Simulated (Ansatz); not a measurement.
# Work function and dipole per adsorbate for carbon on Cu(111) from 0.111 to 1 ML, PBE four-layer slabs

Carbon is more electronegative than copper, yet copper forms no stable bulk carbide and dissolves very little carbon. Carbon atoms set free on a copper face therefore stay near the surface, where they are the feedstock of graphene growth. Each atom draws electrons from the metal and so changes the work function, which governs electron emission and the alignment of levels at contacts. The question is how this change, and the dipole per carbon atom behind it, depend on coverage. Four coverages of separate carbon atoms, started in threefold hollows, are calculated with PBE. The change ΔΦ is taken against the clean face at the same level; only the clean face is set against a measured value.

## How the numbers were made

Ansatz 0.2.0, plane-wave Kohn-Sham DFT with its default PAW datasets at a cutoff of 420 eV, PBE. Slabs of 4 layers at the tabulated measured lattice constant with the lower two layers held; adsorbates on the upper face in cells of 1 to 9 surface atoms, started on the site named and relaxed with the upper layers until forces are under 0.02 eV/Å. k-spacing 0.24 Å⁻¹ (2π included), Fermi-Dirac smearing of 0.1 eV, 18 Å of vacuum, dipole correction. Spin-paired, no spin-orbit coupling.

Notes on method and selection:

- One starting site was run; real layers may sit elsewhere, sink into the surface or rebuild it.
- Changes under about 0.15 eV are within the error of slabs this thin.
- Runs in which an atom moved over 1.3 Å, mostly full layers of large atoms, are not listed; the work function can turn there.
- Neighbouring dipoles tend to depolarise each other as the coverage rises, unless heights or bonding change.
- Runs in which the search for lower states was switched off are not listed.
- Work functions and vacuum levels are read from the electrostatic potential (Hartree and local ionic parts), which a warning of a rough exchange-correlation potential in thin density does not concern.
- Error sizes named in these notes are rules of thumb and were not measured on these runs.
- The default PAW datasets of this version of Ansatz are the set soft_2.
- Runs that did not converge, have known faults or may not be shown are not listed, and runs on Ansatz's PAW sets soft_1 and soft_2 are kept to separate tables.

Columns:

- density (nm⁻²): adsorbates per area.
- height (Å): height of the adsorbed atom (the lowest atom of a molecule) over the highest substrate atom.
- coverage (ML): adsorbates per surface atom.
- ΔΦ (eV): work function of the covered face less that of the clean face.
- dipole (D): dipole per adsorbate from ΔΦ by the Helmholtz relation, positive end outwards.
- Φ covered (eV): work function of the covered face.

## The series

| member | density (nm⁻²) | height (Å) | coverage (ML) | ΔΦ (eV) | dipole (D) | Φ covered (eV) |
| --- | --- | --- | --- | --- | --- | --- |
| clean | 0.00 | – | 0.000 | 0.00 | – | 4.79 |
| 0.1111 ML | 1.97 | 1.00 | 0.111 | 0.36 | −0.479 | 5.14 |
| 0.25 ML | 4.43 | 1.02 | 0.250 | 0.86 | −0.518 | 5.65 |
| 0.5 ML | 8.86 | 1.12 | 0.500 | 1.42 | −0.426 | 6.21 |
| 1 ML | 17.72 | 1.40 | 1.000 | 2.21 | −0.331 | 6.99 |

## Mechanism

The work function rises at every step, by 0.36 eV at 0.111 ML and by 2.21 eV at 1 ML. The dipole is negative throughout: its negative end points outwards, as expected for electrons drawn from copper to carbon. From 0.25 ML upwards the rise is less than proportional. Four times the shift at 0.25 ML would be 4 × 0.86 = 3.44 eV, against 2.21 eV in the full layer. From 0.25 to 1 ML the size of the dipole falls from 0.518 to 0.331 D.

The simplest model of this is mutual depolarisation. Let m be the size of the dipole, n the density and θ the coverage in ML. Three assumptions are made: an isolated carbon atom has a fixed dipole m₀, with height and bonding unchanged by coverage; the atom and the metal beneath it respond linearly to a field, with polarisability α; and the atoms are evenly spread.

1. The Helmholtz relation gives ΔΦ = 0.377 × n × m, in eV for n in nm⁻² and m in D. The constant follows from the full layer: 2.21 / (17.72 × 0.331) = 0.377.

2. The field of a dipole falls as the cube of the distance, and distances in an even array scale as θ^(−1/2). The neighbours therefore produce an opposing field F = c × m × θ^(3/2), where c is a constant of the lattice.

3. This field reduces each dipole: m = m₀ − αF. Solving for m gives 1/m = 1/m₀ + B × θ^(3/2), with B = αc/m₀.

4. Subtracting the same equation for a reference row at θ₁ removes m₀: 1/m = 1/m₁ + B × (θ^(3/2) − θ₁^(3/2)).

Two parameters remain, the reference dipole m₁ and the slope B. A positive B means that the dipole shrinks as the layer fills.

## Fixing and testing the model

The model is fixed on the rows at 0.111 and 1 ML, which leaves two covered rows free as tests. The clean face gives zero by construction.

θ^(3/2) is θ times its square root: 0.111 / 3 = 0.037 at 0.111 ML (one atom in nine, and the square root of 1/9 is 1/3), 0.25 × 0.5 = 0.125 at 0.25 ML, 0.5 × 0.707 = 0.354 at 0.5 ML, and 1 at 1 ML. The reciprocal dipoles of the two fixing rows are 1 / 0.479 = 2.088 D⁻¹ and 1 / 0.331 = 3.021 D⁻¹. The slope is

B = (3.021 − 2.088) / (1 − 0.037) = 0.969 D⁻¹.

**0.25 ML.**
1/m = 2.088 + 0.969 × (0.125 − 0.037) = 2.173 D⁻¹, so m = 1 / 2.173 = 0.460 D; the table has 0.518 D.
ΔΦ = 0.377 × 4.43 × 0.460 = 0.77 eV; the table has 0.86 eV.
Φ = 4.79 + 0.77 = 5.56 eV; the table has 5.65 eV.

**0.5 ML.**
1/m = 2.088 + 0.969 × (0.354 − 0.037) = 2.395 D⁻¹, so m = 1 / 2.395 = 0.418 D; the table has 0.426 D.
ΔΦ = 0.377 × 8.86 × 0.418 = 1.40 eV; the table has 1.42 eV.
Φ = 4.79 + 1.40 = 6.19 eV; the table has 6.21 eV.

The shifts are missed by 0.86 − 0.77 = 0.09 eV and 1.42 − 1.40 = 0.02 eV. Both misses are below the 0.15 eV rule of thumb for slabs this thin, but that size was not measured here, and errors shared with the clean face cancel in ΔΦ. It therefore cannot explain away the larger miss. The model also gets the direction wrong at the start: from 0.111 to 0.25 ML its dipole falls from 0.479 to 0.460 D, while the tabulated one rises to 0.518 D. A stricter test leaves out each covered row in turn and fits the straight line of 1/m against θ^(3/2) to the other three. The omitted dipole is then missed by about 0.05 D at 0.111 and 0.25 ML and by about 0.01 D at 0.5 and 1 ML, on average 0.03 D. Using the mean dipole of the other three rows instead gives an average miss of 0.08 D. The model therefore does better than a constant dipole, though four rows are a small test.

## Residuals

The largest departure is at 0.25 ML, where the model dipole is too small by 0.058 D and the shift too small by 0.09 eV. The tabulated dipole grows from 0.479 to 0.518 D between the two lowest coverages, which depolarisation alone forbids. The growth remains if each covered face is referred to the bare lower face of its own slab instead of to the clean slab, so it does not hang on that choice. It is small, however: a ΔΦ too low by 0.377 × 1.97 × (0.518 − 0.479) = 0.03 eV at 0.111 ML would be enough to produce it. Without thicker slabs to compare, it is open whether the growth is real or numerical. The slope B is correspondingly loose. Fixed on the rows at 0.25 and 1 ML instead, it would be (3.021 − 1 / 0.518) / (1 − 0.125) = 1.25 D⁻¹, against 0.969 D⁻¹.

The assumption of fixed height clearly fails. Carbon stands 1.00 Å above the highest copper atom at 0.111 ML and 1.40 Å at 1 ML. With a fixed charge, and the height taken as the lever arm, this would enlarge the dipole by a factor of 1.40, whereas it shrinks to 0.331 / 0.479 = 0.69 of its first value. Less charge drawn per carbon atom, as more of them share the same copper atoms, may add to depolarisation. B is thus an effective parameter that also absorbs changes of height and bonding.

Even spacing fails at 0.5 ML, where the atoms form rows with neighbours as close as in the full layer. The sum of 1/r³ over all neighbours is then roughly 0.42 of its full-layer value, somewhat more than even spacing gives. With it, 1/m = 2.088 + 0.969 × (0.42 − 0.037) = 2.459 D⁻¹ and m = 1 / 2.459 = 0.407 D, slightly further from the tabulated dipole: the miss is 0.426 − 0.407 = 0.019 D, against 0.426 − 0.418 = 0.008 D with even spacing.

## Comparison with experiment

| member | quantity | measured | computed | computed − measured | conditions | source |
| --- | --- | --- | --- | --- | --- | --- |
| clean | Φ covered (eV) | 4.9 | 4.79 | −0.11 | compiled values differ between sources by a tenth of an eV or more; compiled experimental value; Cu(111) single-crystal face | [1] |

Sources:

[1] "Anisotropic work function of elemental crystals" (2019, arXiv:1902.07811)

Only the clean face has a measured counterpart. The computed work function is 4.79 eV against a compiled 4.9 eV, a difference of −0.11 eV. Compiled values for this face differ among themselves by a tenth of an electronvolt or more, so the difference does not establish that the calculation is too low. The covered faces are not compared here, and the trend with coverage remains untested against experiment.

Several effects of this size bear on the difference. PBE tends to give work functions of metals that are low by roughly 0.1 to 0.3 eV. The thin slab can shift the value either way by about 0.15 eV. On the measured side, steps and defects usually lower the work function of a close-packed face, which would narrow the difference seen here and not cause it, while adsorbed residues can move it in either direction.

An error common to the clean and covered faces cancels in ΔΦ, but two numerical doubts remain. The bare lower face has a slightly higher work function on the covered slabs than on the clean one, so the two faces still influence each other. The electronic levels of the clean slab, to which every ΔΦ refers, were also reported as unconfirmed, as were those of every covered slab except the one of lowest coverage.

## Rules of thumb and their limits

For separate carbon atoms between 0.111 and 1 ML, the work function rises with coverage. From 0.25 ML upwards the dipole per atom shrinks as the layer fills, but between 0.111 and 0.25 ML the calculated dipole grows slightly. Depolarisation with one effective slope follows the decrease towards the full layer and misses the two test shifts by 0.09 and 0.02 eV. It does not give the growth at low coverage, which these slabs neither establish nor rule out.

An important omitted effect is bonding between carbon atoms. On real copper, carbon at high coverage joins into dimers, chains and finally graphene, and a graphene sheet lowers the work function of Cu(111) instead of raising it. The trend found here must therefore not be carried over to bonded carbon layers.
